## Why does gallium's s weight vanish at −4.4 eV, just where its p weight jumps?

**Question**

I am looking at the density of states of cubic LaGaO₃, projected on gallium. The columns s, p and d say how much of the electronic states in each energy window sits in gallium orbitals of that kind. The energy is counted from the highest filled level.

Density of states on gallium in cubic LaGaO₃ (Pm-3m, a = 3.913 Å, fixed Materials Project cell), computed with Ansatz 0.2.0: PBEsol, frozen-core PAW, scalar-relativistic, no spin polarization, 420 eV cutoff, 6×6×6 k mesh. The projection uses Löwdin orbitals and the tetrahedron method, in 0.4 eV windows; energies are counted from the valence top.

```csv
energy (eV),s (states/(eV atom)),p (states/(eV atom)),d (states/(eV atom))
-12.0,0.02,0.03,4.54
-11.6,0.01,0.02,1.82
-11.2,0.00,0.00,0.25
-10.8,0.00,0.00,0.00
-10.4,0.00,0.00,0.00
-10.0,0.00,0.00,0.00
-9.6,0.00,0.00,0.00
-9.2,0.00,0.00,0.00
-8.8,0.00,0.00,0.00
-8.4,0.00,0.00,0.00
-8.0,0.02,0.00,0.00
-7.6,0.07,0.01,0.00
-7.2,0.09,0.01,0.00
-6.8,0.12,0.02,0.01
-6.4,0.16,0.04,0.01
-6.0,0.20,0.06,0.02
-5.6,0.18,0.08,0.02
-5.2,0.10,0.09,0.01
-4.8,0.03,0.08,0.00
-4.4,0.00,0.20,0.00
-4.0,0.01,0.24,0.01
-3.6,0.02,0.19,0.03
-3.2,0.03,0.17,0.05
-2.8,0.04,0.15,0.05
-2.4,0.05,0.09,0.05
-2.0,0.03,0.10,0.05
-1.6,0.02,0.09,0.04
-1.2,0.01,0.07,0.03
-0.8,0.00,0.05,0.04
-0.4,0.00,0.03,0.07
0.0,0.00,0.01,0.02
0.4,0.00,0.00,0.00
0.8,0.00,0.00,0.00
1.2,0.00,0.00,0.00
1.6,0.00,0.00,0.00
2.0,0.00,0.00,0.00
2.4,0.00,0.00,0.00
2.8,0.00,0.00,0.00
3.2,0.00,0.00,0.00
3.6,0.01,0.00,0.00
```

Coming up from −8.0 eV, s makes a tidy hump and p slowly gains on it. At −4.4 eV the picture changes at once: s and d read zero and p shoots up. Later s comes back weakly, and d rises just below the top of the filled states. Do these breaks mean something, and how large are they compared with a smooth curve?

**Answer**

**Whose states these are**

The filled states from about −8 eV up to zero belong mainly to the 2p orbitals of oxygen. Gallium appears there because its orbitals overlap with those of the six oxygen neighbours and take a small part in the same states. The s and p columns therefore reflect covalent mixing between gallium and oxygen. They don't show a filled pair of gallium 4s electrons: the s column adds up to about half an electron per gallium atom. Such a count depends on how the orbitals are defined, so it serves better for comparing rows than as a charge.

The large d values at the low-energy end are a different matter. They come from gallium's own filled 3d shell, of which only the upper part appears here. The breaks you ask about lie within the oxygen band.

**Two limiting cases settle which orbital may take part**

A state in a crystal is a wave that runs from cell to cell. In one limit, called Γ, all cells are in step. In the other, called R, the sign flips from each cell to the next along all three axes. Gallium sits exactly midway between two oxygen atoms on each axis, and these two are copies of each other, one cell apart.

Take Γ first. The two oxygen atoms on either side of gallium carry the same p orbital, pointing the same way. If one lobe shows gallium its positive side, the lobe opposite shows its negative side. A gallium s orbital has one sign all round, so its overlap with the first neighbour is cancelled by that with the second. The same holds for d orbitals, which also look alike on opposite sides. Only a gallium p orbital, which itself changes sign across the atom, can bond.

At R everything is reversed. The sign flip between cells makes the two oxygen orbitals mirror each other, so both can turn the same sign towards gallium. Now s and d may bond, and p cancels. In one particular combination all six oxygen atoms point the same sign inwards, which is the best possible match for the s orbital.

These rules follow from symmetry alone and hold exactly in the ideal cubic crystal. They turn the question about gallium orbitals into a question about energy: where do states like those at R lie, and where do states like those at Γ?

**The smooth part: one band running from R to Γ**

The same calculation gives the answer for the lowest of the oxygen 2p bands. It starts at R, at −8.21 eV, where bonding with gallium s helps to pull it down. It ends at Γ, at −4.42 eV, where s bonding is forbidden. Up to −4.59 eV it is the only oxygen band present, so the rows from −8.0 to −4.8 eV follow a single band from one limit to the other.

This suggests a simple model. Let the s share of a state fall in a straight line from its full value at R to zero at Γ, and let the p share rise in a straight line from zero at R. For s there is a rough reason: the energy gained by weak bonding and the amount of s mixed in both grow with the square of the overlap. The line would be straight if nothing else moved the band, but overlap between oxygen atoms and bonding with gallium p move it too. For p the straight line is merely the simplest link between the two limits. Each column is its share times the number of states in the window, and that number cancels when one column is divided by the other:

p/s = c · (E − E_R) / (E_Γ − E)

Here E is the energy of the row, while E_R and E_Γ are the two ends of the band. The constant c sets the overall scale. A least-squares fit to the p column in the nine rows from −8.0 to −4.8 eV gives c = 0.233.

The row at −6.0 eV, which was part of the fit, shows how it works:

- distance from the R end: −6.0 + 8.21 = 2.21 eV
- distance to the Γ end: −4.42 + 6.0 = 1.58 eV
- p/s = 0.233 × 2.21 / 1.58 = 0.33
- with s = 0.20 from the table, p = 0.33 × 0.20 ≈ 0.07; the table has 0.06

Over the nine rows the typical (rms) miss is 0.008 states/(eV atom), close to the last printed digit. A fixed ratio of p to s, also with one fitted constant, misses by 0.033. The model does worst at −4.8 eV, where it gives 0.06 instead of 0.08. There s is nearly gone and the formula divides by a small distance, so the crude straight lines show. The good fit supports the picture of a band that changes character along its way, but other smooth laws of similar shape would fit as well.

**First break: the p jump at −4.4 eV**

The model stops at the Γ end of the band, so this row needs another yardstick. A straight line through the p values of the two rows before it leads to 0.07. The table has 0.20, nearly three times as much. This is by far the largest break in the oxygen band.

The cause is the arrival of new bands. A second one begins at −4.59 eV, and at Γ three bands meet at −4.42 eV: the lowest one, which ends there, and two that continue upwards. The window thus suddenly holds more states. That alone would lift all three columns, yet s and d read 0.00. The second band has its lowest point at a wave that flips sign along one axis only, not at Γ itself. Yet the table shows that the arriving states resemble those at Γ: they hold gallium p and almost no s or d.

The zero in s and the jump in p are therefore two sides of one event. The s share fades because the lowest band reaches the limit where s is forbidden. The p column leaps because other bands set in at nearly the same energy, with the character that favours p.

**Second break: s comes back**

Above −4.4 eV the s column rises again, to 0.05 at −2.4 eV, before it dies out near the top. This second hump holds 18% of all the gallium s weight in the oxygen band. The natural yardstick here is zero, as another limiting case shows.

Suppose that the oxygen orbitals all had the same energy and interacted with nothing but gallium s. For each wave, the s orbital would then bond with exactly one combination of oxygen orbitals, the one that matches it best. That combination would form the lowest band, and the other oxygen bands would hold no s at all.

Real oxygen atoms also overlap with each other and with gallium p and d. These interactions can mix the matching combination with the others, or lift it above some of them. Either way, some s ends up in the higher bands. At R the matching combination is the lowest state, and at Γ symmetry keeps s out of all these bands, so the second hump must come from other waves. This explains why there is a second hump; its size would need a fuller model.

**Third break: d rises just below the top**

At −0.4 eV the d column reads 0.07, its highest value in the oxygen band. The mean of the seven rows from −3.2 to −0.8 eV is 0.044, so the excess is about 0.03. That is small but more than rounding can produce. In this row d also exceeds both s and p.

The R limit again points to the cause. Among the oxygen states at R there is one pair of equal energy, only 0.10 eV below the top. By symmetry this pair matches the two gallium d orbitals whose lobes point straight at the oxygen atoms. Those d orbitals are filled and lie far below. When two filled levels interact, the lower one moves down and the upper one moves up, taking some of the other's character with it. This helps to push the oxygen pair towards the top and gives it some d character. The pair itself falls in the window of the row at 0.0 eV, but it is the upper end of two bands, and their states a little further down fall in the row at −0.4 eV. That these states carry the extra d is expected from their closeness to the pair; it was not computed state by state.

Two cautions apply to this break. Functionals of this kind place the gallium 3d shell too close to the oxygen band, which exaggerates the mixing, so the real effect should be weaker. A crowding of states in this window may also add to the rise; that is a guess. Crowding alone would lift p as well, but p falls from 0.05 to 0.03 in this step, so the mix of gallium orbitals changes too.

**How to use this for a similar crystal**

For another metal atom at the centre of the oxygen octahedron in the same cubic structure, the symmetry rules stay the same, while the energies and the amounts of mixing change. Find where the oxygen bands lie at R and at Γ. Metal s and d can appear near the R energies and metal p near the Γ energies. A sharp step is to be looked for where a new band begins, and a near-zero where symmetry keeps the orbital out of nearly all the states in a window.

The sharpness of the pattern belongs to the ideal cubic cell used here. At room temperature the octahedra in real LaGaO₃ are tilted, which mixes waves that are separate in the cubic crystal. The clean zero at −4.4 eV need not survive that, although the bonding behind the three columns remains. The calculation also uses PAW datasets made for another functional, PBE, and a cell somewhat larger than it would choose itself. Both can shift the energies and the amounts of mixing a little, but not the symmetry rules.
